## How stretching lead sulfide lowers its dielectric constant

A calculation of the infrared refractive index of lead sulfide starts with a choice that looks harmless: which crystal cell to use. Two relaxed cells are at hand here. One, at 26.657 Å³ per atom, was optimised with the r2SCAN functional. The other, at 26.213 Å³ per atom, was optimised with the same functional plus a van der Waals term (r2SCAN-rVV10), and it is 1.7% smaller.

Ansatz 0.2.0, DFT with the r2SCAN functional for PbS (Fm-3m): PAW potentials, plane-wave cutoff 500 eV, 6×6×6 k mesh, no spin polarisation or spin–orbit coupling. The dielectric constant is the linear response to a homogeneous field with the atoms fixed. Besides the two relaxed cells, the rows are the r2SCAN cell strained equally in all directions.

| volume (Å³/atom) | shortest distance (Å) | electronic dielectric xx |
| --- | --- | --- |
| 25.865 | 2.957 | 14.699 |
| 26.213 | 2.971 | 14.350 |
| 26.657 | 2.987 | 13.957 |
| 27.465 | 3.017 | 13.329 |
| 28.288 | 3.047 | 12.874 |
| 29.128 | 3.077 | 12.498 |
| 29.985 | 3.107 | 12.187 |

The column "volume" is the space per atom, V in what follows, and "shortest distance" is the Pb–S contact. The table lists the xx component of the dielectric tensor; the yy and zz components equal it because the crystal is cubic, so one symbol, ε, serves for all. It describes the response of the electrons alone, with the nuclei held still. Its square root is the refractive index for light that oscillates too slowly to excite electrons across the gap and too fast for the nuclei to follow.

Between the two relaxed cells ε differs by 0.39, about six times the error of roughly 0.06 that the calculation states for each value. The index changes from √14.35 = 3.79 to √13.96 = 3.74. A difference of only 0.016 Å in the Pb–S distance is therefore visible in the optical result. The choice of cell is part of the result and has to be stated with it.

### Fewer electrons in each cubic ångström

Most of the computed trend can be described by counting electrons. An electric field shifts each electron cloud a little, and ε − 1 measures the resulting dipole per unit volume. Stretching the crystal leaves the number of electrons unchanged but spreads them over more space. If each atom responded to the average field inside the crystal as before, ε − 1 would fall as 1/V.

The oscillator-strength sum rule makes this precise. It states that the total strength of all electronic excitations is fixed by the number of electrons per volume, a relation that the potentials used in such calculations obey only approximately. A static field draws on each excitation in proportion to its strength divided by its energy squared. Together these give ε − 1 = (Eₚ/Ē)², where Eₚ is the plasma energy, whose square is proportional to 1/V, and Ē is a mean excitation energy defined by this very equation. If Ē stays constant, only the factor 1/V remains.

The r2SCAN cell can be used to predict the most stretched one, at 29.985 Å³ per atom. It has ε − 1 = 12.957, and the ratio of the volumes is 26.657/29.985 = 0.889. The product is 11.52, so the predicted ε is 12.52, while the full calculation gives 12.19. The estimate takes one row as its starting point and adjusts no constant, and it accounts for about four fifths of the fall between these two cells.

Two familiar shortcuts do much worse from the same starting point. The Clausius–Mossotti formula treats the solid as separate point dipoles that strengthen each other's fields, and it predicts 8.8 for the stretched cell. Letting Ē grow in proportion to the smallest band gap gives 6.1. The first picture suits compact, isolated charge clouds better than electrons shared along bonds, and the second lets a small corner of the band structure speak for all excitations.

### What the gap adds

Going the other way, the 1/V estimate is less good. For the most compressed cell, at 25.865 Å³ per atom, it predicts 14.35, while the calculation gives 14.70. Here dilution explains only about half of the change from the r2SCAN cell. Something besides the electron density raises the response when the crystal is squeezed.

The product (ε − 1)V shows where this happens, because it would be constant if dilution were everything. It falls by 5% over the whole series, mostly in the first four rows, and over the last three it is level within the stated error. In terms of the sum rule, Ē rises by about 3% from the first row to the last. The smallest gap of the same calculations rises far more, from 0.58 to 1.04 eV.

These two figures are compatible because the gap does not open everywhere. The smallest gap lies at L, a point on the boundary of the Brillouin zone. Between the rows at 26.213 and 29.128 Å³ per atom it widens from 0.63 to 0.97 eV. At Γ, the centre of the zone, the gap narrows from 7.9 to 7.0 eV, and at the mesh point next to L on the way to Γ it stays at 2.4 eV. At most of the other mesh points whose band energies are at hand it narrows as well.

Gaps of many semiconductors shrink when the crystal expands, and the opposite behaviour of lead sulfide can be explained chemically. At L, symmetry allows the filled 6s orbital of lead to mix with the 3p orbitals of sulfur, and the top of the valence band is the antibonding partner of that mixture. Squeezing the crystal increases the overlap and pushes this level up towards the conduction band; stretching lets it sink. At Γ the same mixing is forbidden by symmetry. The band energies agree with this account, but the orbital character of the bands was not analysed in these calculations.

The sum rule suggests why such a local change matters most in the compressed cells. From the first row to the third the gap at L grows from 0.58 to 0.69 eV, which lowers the weight 1/energy² of an excitation at the gap by about 30%. Over the last step, which covers a similar change of volume, the same weight drops by only about 13%. The level end of (ε − 1)V may also reflect a balance, since gaps that open lower the response and gaps that close raise it. Both kinds occur here, but their contributions to ε were not separated.

The argument carries over to a neighbouring case through one question: does stretching raise or lower the mean excitation energy? If it rises, ε − 1 falls faster than 1/V, as it does here on the compressed side. If it drops, the fall is gentler than 1/V or even turns into a rise. The smallest gap alone cannot answer the question, as lead sulfide shows; the gaps across the whole zone have to be considered.

### Uneven steps

Read row by row, the fall of ε looks irregular, with the largest drop between 26.657 and 27.465 Å³ per atom. The reason is the spacing of the volumes, since that step is nearly twice as wide as the one before it. Divided by the change of volume, the slope becomes gentler at every step, from −1.0 to −0.36 per Å³. A slight kink remains at 27.465 Å³ per atom, but raising ε there by 0.03, half its stated error, would smooth it out, so it needs no physical cause.

The analysis printed after the text compares the three simple estimates with all seven rows. For calculations with these settings, the first four rows, which include both relaxed cells, give a handy rule: 1% more volume lowers ε − 1 by about 1.8%. Since 1% in the lattice edge is 3% in volume, it costs about 5% of ε − 1. Over the last four rows the figure drops to about 1.1% per 1% of volume, close to pure dilution.

### How firm is the extra fall?

The factor 1/V rests on electron counting and is secure. How the fall divides between dilution and the gap is less so, because the calculation samples the bands at 216 points and only four of them are L points. In the r2SCAN-rVV10 cell the gap jumps from 0.63 eV at L to 2.4 eV at the next point towards Γ, so the narrow valley around L is represented by its lowest point alone. A finer mesh could change ε itself and make the extra fall smaller or larger, and dilution's share would change with it.

Spin–orbit coupling, which is left out, is known to narrow the gap of lead sulfide considerably. That matters most in the compressed cells, where the gap is already smallest. Measured values of the dielectric constant are higher than the 14 found for the r2SCAN cell, and these results cannot tell how much of the difference comes from the mesh, the coupling or the functional.

The open question is thus whether, and at what size, the 5% fall of (ε − 1)V survives better sampling and spin–orbit coupling. Repeating only the first and the last row, first with a denser mesh and then with the coupling added, would answer it. If the product still falls from the compressed to the stretched cell, something beyond dilution has a real share in the trend, with the opening gap as the likely cause, and a much steeper fall could make that share the larger one. If the product comes out equal in both cells, dilution alone is enough to describe the change between them.

The analysis program printed:

```
Response per volume and gap:
     row  (eps-1)*V in Å³/atom  its stated error  gap at L in eV  slope of eps per Å³/atom
  25.865                 354.3             1.526          0.5778                       n/a
  26.213                 349.9             1.625          0.6303                    -1.003
  26.657                 345.4             1.759          0.6931                   -0.8851
  27.465                 338.6              1.73          0.7968                   -0.7772
  28.288                 335.9             1.414          0.8894                   -0.5529
  29.128                 334.9             1.253          0.9715                   -0.4476
  29.985                 335.4             1.289           1.044                   -0.3629
Dielectric constant from models anchored at the relaxed cell:
     row  computed  fixed mean energy  Clausius-Mossotti  smallest gap
  25.865      14.7              14.35              16.39         20.21
  26.213     14.35              14.18              15.22         16.93
  26.657     13.96              13.96              13.96         13.96
  27.465     13.33              13.58              12.16         10.52
  28.288     12.87              13.21              10.78         8.417
  29.128      12.5              12.86              9.678         7.036
  29.985     12.19              12.52              8.786          6.08
rms miss of the fixed-mean-energy model: 0.2835
rms miss of Clausius-Mossotti: 2.032
rms miss of the smallest-gap model: 4.343
total fall of the dielectric constant: 2.512
rise of volume, first to last row, %: 15.93
fall of eps-1, first to last row, %: 18.34
fall of (eps-1)*V, first to last row, %: 5.329
share of the logarithmic fall of eps-1 that is volume alone, %: 72.97
power of V in eps-1, first to fourth row: -1.756
power of V in eps-1, fourth to last row: -1.107
rise of the gap at L, first to last row, %: 80.63
rise of the mean excitation energy from the sum rule, %: 2.776
gap change per 1% of volume near the relaxed cell, eV: 0.03568
volume of the r2SCAN cell above the r2SCAN-rVV10 cell, %: 1.694
dielectric constant of the r2SCAN-rVV10 cell above the r2SCAN cell: 0.393
gap at Gamma, volume 26.213, eV: 7.858
gap at Gamma, volume 29.128, eV: 7.006
gap at the mesh point next to L towards Gamma, volume 26.213, eV: 2.421
gap at the mesh point next to L towards Gamma, volume 29.128, eV: 2.433
```
